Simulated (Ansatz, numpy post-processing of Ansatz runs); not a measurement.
# Wurtzite GaN under biaxial strain normal to c: band gap, electron mass and valence-level crossing with r2SCAN

Why does the gap of GaN fall by only 0.073 eV between −2.0 and 0.0 per cent in-plane strain, but by 0.252 eV between 0.0 and +2.0 per cent? A single deformation potential would give equal falls. The question matters for films on foreign substrates, where strain shifts the emission energy and decides which valence level holds the holes. We follow the r2SCAN gap, the electron mass and the depth of the second valence level in nine cells. Strain is measured from the cell relaxed with the same functional, tension is positive, and the c axis is free to adjust. Both band edges stay at Gamma in every row; their energies against a zero common to all cells are not shown in the table.

## Calculations

GaN (wurtzite), space group 186, 4 atoms in the cell, from the Crystallography Open Database. The reference is the cell relaxed to zero pressure with this functional (primitive vectors 3.183, 3.183, 5.184 angstrom). An equal strain is imposed in the plane normal to the c axis, as by a substrate; the length along the c axis is adjusted until the stress along it vanishes, and ions are relaxed to the run's tolerance. Ansatz 0.2.0, plane waves with PAW potentials (set ansatz_paw_generated_soft_1), r2SCAN, scalar-relativistic, without spin-orbit coupling, no spin polarisation, no Hubbard U; cutoff 600 eV, self-consistent k meshes 9x9x4. Band extrema were located on a dense mesh in each cell and refined; masses are central differences at 0.008 and 0.03 1/angstrom. The same in all rows: where the valence-band maximum and the conduction-band minimum lie in the zone: Gamma to Gamma.

Notes on method and selection:

- Semilocal Kohn-Sham gaps lie below measured gaps.
- Transitions to other structures, dislocations and cracks are not considered.
- The strain of the free axis follows from the ratios of the elastic constants.
- Without spin-orbit coupling the valence splitting at small strain is that of the orbital triplet alone.
- In some or all of these runs the relaxation's check for a lower neighbouring minimum was switched off (adjacent_minimum: false), so a lower one is not excluded.
- A blank cell means that the quantity is not defined for the row (degenerate or flat band, gap under 0.12 eV, no such level or valley in the search window, times from unlike processors), was not computed, or did not pass its check.
- Where several measured values are on file, those far from their median are set aside and at most one at low and one at room temperature are shown, bulk crystals with stated uncertainty first.
- Runs that did not converge, have known faults or may not be shown are not listed, and runs on Ansatz's PAW sets soft_1 and soft_2 are kept to separate tables.

Columns:

- imposed strain (per cent): in-plane strain imposed, positive in tension.
- free strain (per cent): resulting strain along the free axis.
- band gap (eV): fundamental Kohn-Sham gap (generalised Kohn-Sham for meta-GGA and hybrids), conduction-band minimum minus valence-band maximum.
- electron mass (m_e): electron conductivity mass of the lowest valley, in free-electron masses.
- valence splitting (eV): depth of the next valence level below the valence top, at the same point of the zone, listed up to 0.12 eV.

## Computed values

| member | imposed strain (per cent) | free strain (per cent) | band gap (eV) | electron mass (m_e) | valence splitting (eV) |
| --- | --- | --- | --- | --- | --- |
| −2.0 per cent | −2.0 | 0.95 | 2.425 | 0.192 | – |
| −1.5 per cent | −1.5 | 0.71 | 2.414 | 0.189 | – |
| −1.0 per cent | −1.0 | 0.47 | 2.397 | 0.187 | – |
| −0.5 per cent | −0.5 | 0.24 | 2.377 | 0.184 | 0.0830 |
| +0.0 per cent | 0.0 | 0.00 | 2.352 | 0.182 | – |
| +0.5 per cent | 0.5 | −0.24 | 2.317 | 0.179 | 0.0078 |
| +1.0 per cent | 1.0 | −0.47 | 2.244 | 0.176 | 0.0487 |
| +1.5 per cent | 1.5 | −0.70 | 2.172 | 0.173 | 0.0858 |
| +2.0 per cent | 2.0 | −0.94 | 2.100 | 0.170 | – |

Least-squares fits to the whole series, with x = imposed strain (per cent); R² and errors in the fitted variable (y, or ln y where the fit is in ln y):

| y | members | fit | R² | rms residual | leave-one-out rms | the same for the mean of the others |
| --- | --- | --- | --- | --- | --- | --- |
| band gap (eV) | 9 | y = 2.348 − 0.07973 x − 0.02235 x² | 1.00 | 0.0069 | 0.011 | 0.12 |
| electron mass (m_e) | 9 | y = 0.18166 − 0.0054333 x − 1.9481×10⁻⁴ x² | 1.00 | 2.2×10⁻⁴ | 3.7×10⁻⁴ | 0.0079 |

## The trend and its physics

From −2.0 to +2.0 per cent the gap falls from 2.425 to 2.100 eV and the electron mass from 0.192 to 0.170 m_e, both without reversal. Most of the unevenness in the fall of the gap follows from a model with three parameters.

First, the valence top at Gamma comes mainly from nitrogen p orbitals. Without spin-orbit coupling these give a doublet (p orbitals in the plane) and a singlet (p orbital along c). The strain keeps the hexagonal symmetry, so it cannot split the doublet.

Second, the free strain is nearly proportional to the imposed strain x, so each level can be taken to shift linearly in x. Relative to the unstrained gap of 2.352 eV, the distance from the conduction edge down to each level changes as

doublet: G_d = a x
singlet: G_s = Δ + b x

Here Δ is the depth of the singlet below the doublet at zero strain. Tension expands the cell and lowers the s-like conduction edge relative to the valence levels, so a and b are negative. It also raises the singlet relative to the doublet, so b is the more negative.

Third, the gap ends at the higher valence level: gap = 2.352 + the smaller of G_d and G_s. The levels cross at x = Δ/(a − b), where the slope changes from a to b.

The columns support the crossing. At −0.5 per cent the second level lies 2.377 + 0.0830 = 2.460 eV below the conduction edge. At +0.5 per cent the top level lies 2.317 eV below it, a fall of 2.460 − 2.317 = 0.143 eV for one per cent. From +0.5 to +2.0 per cent the gap falls at (2.317 − 2.100)/1.5 = 0.145 eV per per cent, so the lower level has become the top one. The columns do not give its orbital character; that it is the singlet rests on the direction of the strain shift argued above.

The electron mass shows no such corner: it falls by 0.010 m_e on the compressive side and 0.012 m_e on the tensile side. In k·p theory the conduction band couples to the doublet for motion in the plane and to the singlet for motion along c. Both distances therefore enter the averaged mass, whichever level is on top.

## Fixing and testing the model

We fix the parameters on the members at −0.5 and +1.0 per cent, with the unstrained gap of 2.352 eV as the zero. Slopes are in eV per per cent.

The doublet slope comes from the gap at −0.5 per cent:
a = (2.377 − 2.352)/(−0.5) = −0.050

The singlet needs two conditions:
at −0.5 per cent, Δ − 0.5 b = 2.377 + 0.0830 − 2.352 = 0.108
at +1.0 per cent, Δ + b = 2.244 − 2.352 = −0.108

Subtracting gives b = (−0.108 − 0.108)/1.5 = −0.144, and then Δ = −0.108 + 0.144 = 0.036 eV. The slopes differ by 0.144 − 0.050 = 0.094, so the levels cross at 0.036/0.094 = 0.38 per cent tension.

Four other members test this:

- **+0.5 per cent**, singlet on top: 2.352 + 0.036 − 0.144 × 0.5 = 2.316 eV; the table has 2.317. The splitting is 0.094 × 0.5 − 0.036 = 0.011 eV, against 0.0078.
- **+2.0 per cent**, singlet on top: 2.352 + 0.036 − 0.144 × 2.0 = 2.100 eV; the table has 2.100.
- **−1.0 per cent**, doublet on top: 2.352 + 0.050 × 1.0 = 2.402 eV; the table has 2.397.
- **−2.0 per cent**, doublet on top: 2.352 + 0.050 × 2.0 = 2.452 eV; the table has 2.425.

Over the six rows not used to set the model, the rms miss in the gap is 0.012 eV, against 0.12 eV when each row is guessed from the mean of the others. The fitted parabola does about as well over the whole series, with a leave-one-out error of 0.011 eV, but it has no crossing in it.

For the unstrained row, whose splitting is blank, the model gives Δ = 0.036 eV with the doublet on top. At −1.0 per cent it gives 0.036 + 0.094 = 0.130 eV, beyond the listing limit of 0.12 eV, which would account for the blank there.

## Outliers

Largest departures from the fit to the whole series:

| member | band gap (eV) | fit | computed − fit | in rms residuals |
| --- | --- | --- | --- | --- |
| +0.5 per cent | 2.317 | 2.303 | +0.014 | 2.1 |
| −1.0 per cent | 2.397 | 2.405 | −0.008 | 1.2 |
| −2.0 per cent | 2.425 | 2.418 | +0.007 | 1.0 |
| +1.5 per cent | 2.172 | 2.178 | −0.006 | 0.9 |

On the tensile side the model gap is within 0.001 eV of the table. Under compression it is too high, by 0.005 eV at −1.0 per cent, 0.013 eV at −1.5 per cent and 2.452 − 2.425 = 0.027 eV at −2.0 per cent. The assumption that fails is the constant slope a of the doublet. Between −2.0 and −1.5 per cent the computed slope is only (2.414 − 2.425)/0.5 = −0.022 eV per per cent.

The same curvature continues in tension, where the doublet is the second level. Its distance from the conduction edge is 2.244 + 0.0487 = 2.293 eV at +1.0 per cent and 2.172 + 0.0858 = 2.258 eV at +1.5 per cent, a slope of (2.258 − 2.293)/0.5 = −0.070 eV per per cent. This is why the model splitting is too large in these two rows, by 0.009 eV at +1.0 per cent and by 0.094 × 1.5 − 0.036 − 0.0858 = 0.019 eV at +1.5 per cent.

The free axis does not explain the curvature, since its strain stays at −0.47 to −0.48 of the imposed one. Second-order strain terms, including the shift of the Ga and N layers against each other, are a possible cause.

The parabola fitted to the whole series fails elsewhere. It rounds off the corner and so lies 0.014 eV too low at +0.5 per cent, close to the crossing.

## Against measurement

| member | quantity | measured | computed | computed − measured | conditions | source |
| --- | --- | --- | --- | --- | --- | --- |
| +0.0 per cent | band gap (eV) | 3.4 | 2.352 | −1.048 | 300 K; direct gap at Gamma; Rounded room-temperature literature value quoted in passing in the theory part | [1] |
| +0.0 per cent | electron mass (m_e) | 0.2 | 0.182 | −0.018 (−9.0 %) | conduction band edge electron mass, earlier cyclotron resonance on bulk GaN; literature value | [2] |

Sources:

[1] "Vacancy defect in bulk and at (10$\overline{1}$0) surface of GaN: A combined first-principles theoretical and experimental analysis" (2017, arXiv:1710.05670)  
[2] "Non-parabolicity of the conduction band of wurtzite GaN" (2003, arXiv:cond-mat/0309630)

Only the unstrained member has measured values beside it. Its computed gap is 1.048 eV below the measured 3.4 eV, or 31 per cent. The sign and size are usual for a semilocal functional. Temperature does not explain the deficit: warming lowers the gap of GaN, so a measurement on a cold crystal would lie still further above the computed value.

The electron mass is much closer, 0.182 against 0.2 m_e, or 9.0 per cent low. Cyclotron resonance sees an electron dressed by polar lattice vibrations, which in GaN makes it heavier than the bare band mass by somewhat under a tenth. If the measured value still contains this dressing, which the source line does not say, it has the right sign and about the right size to explain the difference; if it has already been removed, the difference lies in the computed band mass. A gap that is too small also tends to make the computed mass too light, so the near agreement does not show that the band mass itself is accurate.

The strained members are not compared here. The direction of the trend agrees with what is known from films: in-plane compression raises the emission energy and tension lowers it. The gap error cancels from differences between rows only as far as it is the same at each strain, so the slopes are safer to use than the gaps but are not free of error.

## What to take away

Between −2.0 and +2.0 per cent, tension lowers both the gap and the electron mass. The gap responds about three times as strongly once the singlet is on top, which happens near 0.4 per cent tension. A gap slope taken on one side of the crossing should not be carried to the other.

One error exceeds the whole 0.325 eV spread of the gaps: the semilocal functional puts the gap too low by roughly 1 eV. Spin-orbit coupling, left out here, is much smaller, roughly 0.01 to 0.02 eV. That is still enough to split the doublet, mix one of its parts with the singlet and round off the corner, so the 0.0078 eV splitting at +0.5 per cent should not be used as a device parameter.
